**CF₂ wall loss at 50 mTorr**

**Problem.** I consider the afterglow of an F-poor, CF₄-based discharge in a cylinder with $R=15$ cm, $l=8$ cm, $p=50$ mTorr, $T=300$ K. Assumed inputs: $M=50.0$ g/mol for CF₂; $Dp=65$ cm² Torr/s for CF₂ in CF₄; loss probability (a) $\gamma=0.002$ on fluorocarbon-coated walls, (b) $\gamma=0.05$ for a reactive wall, uniform over all surfaces; flow 50 sccm (273.15 K, 760 Torr); $n=10^{13}$ cm⁻³; $k_r=4\times10^{-14}$ cm³/s for 2CF₂ → C₂F₄, with $dn/dt=-2k_rn^2$. Find the wall-loss frequency $k_w$, test it against the exact mode, and size the competing losses.

**Why the formula holds.** Let $\Gamma$ be the net flux into the wall, $n_s$ the density there and $\bar v=\sqrt{8k_BT/\pi M}$. With a distribution linear in the direction cosine, the one-way fluxes are $\Gamma_\pm=n_s\bar v/4\pm\Gamma/2$. The wall keeps $\Gamma=\gamma\Gamma_+$, so
$$\Gamma=h\,n_s,\qquad h=\frac{\gamma\bar v}{2(2-\gamma)} .$$
The slowest mode of $\partial_tn=D\nabla^2n$, with $z$ measured from the midplane, is $\cos(2x_zz/l)\,J_0(x_rr/R)$. The condition $-D\,\partial_\perp n=hn$ (outward normal), with $\lambda=D/h$, fixes the lowest roots:
$$x_z\tan x_z=\frac{l}{2\lambda},\qquad x_r\frac{J_1(x_r)}{J_0(x_r)}=\frac{R}{\lambda},\qquad k_{\rm ex}=D\left[\frac{4x_z^2}{l^2}+\frac{x_r^2}{R^2}\right].$$
For $\lambda\to0$ the roots go to $\pi/2$ and 2.405, and $k_{\rm ex}=D/\Lambda_0^2$ with $\Lambda_0^{-2}=(\pi/l)^2+(2.405/R)^2$. For $\lambda\to\infty$, $x_z^2\to l/2\lambda$ and $x_r^2\to2R/\lambda$, so $k_{\rm ex}=h(2/l+2/R)=hA/V$. Chantry (1987) adds the two times in series:
$$k_w=(\tau_D+\tau_s)^{-1},\qquad\tau_D=\frac{\Lambda_0^2}{D},\qquad\tau_s=\frac{2V(2-\gamma)}{A\bar v\gamma}.$$
This is an interpolation that is exact in both limits.

**Numbers** (I carry unrounded values).

- $D=65/0.050=1300$ cm²/s and $\bar v=3.564\times10^4$ cm/s. The free-path estimate $3D/\bar v=0.11$ cm is far below $l$, so diffusion applies.
- $\Lambda_0^{-2}=0.1542+0.0257=0.1799$ cm⁻², so $\Lambda_0^2=5.56$ cm² and $\tau_D=4.28$ ms.
- $V=\pi R^2l=5655$ cm³, $A=2\pi R(R+l)=2168$ cm², $V/A=2.61$ cm.

| | (a) $\gamma=0.002$ | (b) $\gamma=0.05$ |
|---|---|---|
| $h$ (cm/s) | 17.8 | 457 |
| $\tau_s$ (ms) | 146.2 | 5.71 |
| $\tau_D+\tau_s$ (ms) | 150.5 | 9.98 |
| $k_w$ (s⁻¹) | 6.64 | 100 |
| $\lambda$ (cm) | 72.9 | 2.8 |
| $x_z$ | 0.232 | 0.968 |
| $x_r$ | 0.625 | 2.01 |
| $k_{\rm ex}$ (s⁻¹) | 6.64 | 99.4 |

The series formula lies above the exact root in both cases, by less than 0.1 % in (a) and less than 1 % in (b). The extra figures serve this comparison only, since the inputs don't support them.

**Reading.** On the coated wall the surface holds 97 % of the time. There $\lambda\gg R$, the profile is nearly flat, and $k_w$ is almost proportional to $\gamma$ and insensitive to $D$. Setting $\tau_s=\tau_D$ gives the crossover
$$\gamma^*=\frac{4V/A}{\bar v\tau_D+2V/A}=0.066 .$$
Case (b) is close to it, which is why 25 times the $\gamma$ buys only 15 times the rate.

**What rivals the wall in (a).** The throughput at 300 K is $Q=50\times(760/60)\times(300/273.15)=696$ Torr cm³/s. If the whole flow sweeps a well-mixed $V$, pumping removes CF₂ at $Q/pV=2.46$ s⁻¹, 37 % of $k_w$. Recombination starts at $2k_rn=0.80$ s⁻¹, 12 % of $k_w$, and fades as $n$ falls. I drop CF₂ + F on the F-poor assumption. The initial decay rate is then 9.9 s⁻¹. Inverting the series formula on that total,
$$\gamma=\frac{2}{1+(k^{-1}-\tau_D)\,\bar vA/2V},$$
would return 0.0030 instead of 0.002, so both channels must be subtracted before a decay is turned into $\gamma$. With the plasma on, ion bombardment can make the film a CF₂ source. That belongs in a separate term of the balance, and it is my reason for posing the problem in the afterglow.

**Result.** The model's wall-loss frequency for the coated chamber is $k_w\approx6.6$ s⁻¹. I chose $\gamma=0.002$ to represent the slow CF₂ loss typical of polymer-coated walls; $\gamma$ depends on film composition and history, and $k_w$ follows it almost linearly while $\gamma\ll\gamma^*$.